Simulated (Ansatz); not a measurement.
## SnO2: the change of energy above lowest point with volume scale

Free energy against uniform scaling of the volume at fixed shape and fractions; periodic cell, basis, potentials, k mesh and filling as listed. The results are calculated, by Ansatz 0.2.0.

The cell before it is scaled or strained (space group P4_2/mnm, No. 136):
```
cell vectors (Å)
   4.7380     0.0000     0.0000
   0.0000     4.7380     0.0000
   0.0000     0.0000     3.1865
atoms (fractions of the cell vectors)
Sn  0.00000  0.00000  0.00000
Sn  0.50000  0.50000  0.50000
O   0.30710  0.30710  0.00000
O   0.19290  0.80710  0.50000
O   0.69290  0.69290  0.00000
O   0.80710  0.19290  0.50000
```

Settings of every row: functional PBE; dispersion none; potentials PAW; wave cutoff 500 eV; density cutoff 2000 eV; k mesh 4x4x6; k shift 0x0x0; occupations fermi dirac; smearing width 0.05 eV; spin none.

| row | volume scale | V (Å³/atom) | energy above lowest point (meV/atom) |
| --- | --- | --- | --- |
| 1 | 0.9 | 10.73 | 209 |
| 2 | 0.925 | 11.028 | 139.4 |
| 3 | 0.95 | 11.326 | 86.3 |
| 4 | 0.975 | 11.624 | 47.6 |
| 5 | 1 | 11.922 | 21.3 |
| 6 | 1.025 | 12.22 | 5.9 |
| 7 | 1.05 | 12.518 | 0 |
| 8 | 1.075 | 12.816 | ? |
| 9 | 1.1 | 13.114 | 11.8 |

Question: what energy above lowest point should row 8 give?

Worked fit of energy above lowest point. Take u = (V_r/V)^(2/3) − 1 with V_r = 11.773 Å³ an atom, which is twice the finite (Eulerian) strain; such expansions in the strain, on which the Birch-Murnaghan equation of state is built, carry the rest volume and the bulk modulus. The shown rows have u = 0.0638, 0.04454, 0.02614, 0.00853, -0.00835, -0.02454, -0.04008, -0.06939. Least squares give energy above lowest point = 33 + 1552.4 × u + 18460 × u² + 7048 × u³ meV/atom; a parabola predicts inner rows, each left out in turn, worse (root mean square 0.53 against 0.027 meV/atom). All shown rows lie on it to the printed digit. Its lowest point lies at u = -0.0431, or V = 12.58 Å³ an atom, and the curvature there gives the bulk modulus at fixed shape and fractions, B = (4/9)(1 + u)² E″(u)/V = 182 GPa. Letting shape and atoms relax would as a rule lower it, by much in layered, chain or molecular crystals. The withheld row has u = -0.05502, so the fit gives 33 + 1552.4 × (-0.05502) + 18460 × (-0.05502)² + 7048 × (-0.05502)³ = 2.3 meV/atom.

The calculation gave 2.3 meV/atom. The fit meets it to the printed digit.
